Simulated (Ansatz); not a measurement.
Abstraction of Cl: C3H7Cl + SbH2 → C3H7 + SbH2Cl

Species: C3H7Cl (2-chloropropane) `CC(C)Cl`, singlet; SbH2 `[SbH2]`, doublet; C3H7 (methylethyl) `C[CH]C`, doublet; SbH2Cl `[Cl][SbH2]`, singlet. A radical takes Cl: the energy is the difference in strength between the C–Cl bond broken and the Sb–Cl bond made.

Shapes, held fixed at every level: PBE0-D4/def2-TZVP. Programs: Ansatz 0.2.0. The zero-point and thermal change to 298 K, harmonic and unscaled (PBE0-D4/def2-TZVP), is -6.5 kJ/mol.

Problem. Estimate ΔH(298 K) of this reaction.

Solution. The highest level, CCSD(T)/def2-TZVPP, gives ΔH(298 K) = +46.6 kJ/mol; the levels span +15.4 to +57.8. The column of differences is taken from that level and isn't an error. No measured value is set beside it here. Open shells run unrestricted. For atoms past krypton def2 sets carry core potentials with scalar relativity. Outer-core shells of Sb are correlated in most correlated rows, in sets that cover them unevenly.

```
              level                    kind  ΔH(298 K) (kJ/mol)  less CCSD(T)/def2-TZVPP
     MP2/def2-TZVPP     perturbation theory               +55.3                     +8.7
      HF/def2-TZVPP            Hartree–Fock               +15.4                    -31.2
B3LYP-D4/def2-TZVPP           global hybrid               +22.6                    -24.0
BHLYP-D4/def2-TZVPP           global hybrid               +23.5                    -23.1
 wB97M-V/def2-TZVPP  range-separated hybrid               +40.8                     -5.8
 wB97X-V/def2-TZVPP  range-separated hybrid               +33.9                    -12.7
      CCSD/def2-SVP   coupled cluster or CI               +57.8                    +11.2
 CCSD(T)/def2-TZVPP   coupled cluster or CI               +46.6                      0.0
```

Every level makes chlorine transfer from carbon to antimony endothermic, so the C–Cl bond is the stronger of the two. The Sb–Cl bond is more polar, which favours it, but the diffuse 5p orbital of antimony overlaps less well with chlorine 3p than the compact carbon valence orbital does. The gain in ionic character evidently doesn't make up for the weaker covalent part, even though the secondary alkyl radical left behind is stabilised by hyperconjugation.

Hartree–Fock gives only +15.4 kJ/mol against +46.6 with CCSD(T) in the same basis, so correlation favours the reactants, probably in part through attraction between chlorine and the methyl groups. B3LYP-D4 and BHLYP-D4 nearly coincide despite very different shares of exact exchange, which suggests that this share alone doesn't set their shortfall. The direction of the heat change is well supported, its size less so. With equal numbers of molecules on both sides, entropy is unlikely to reverse the preference for reactants at room temperature.
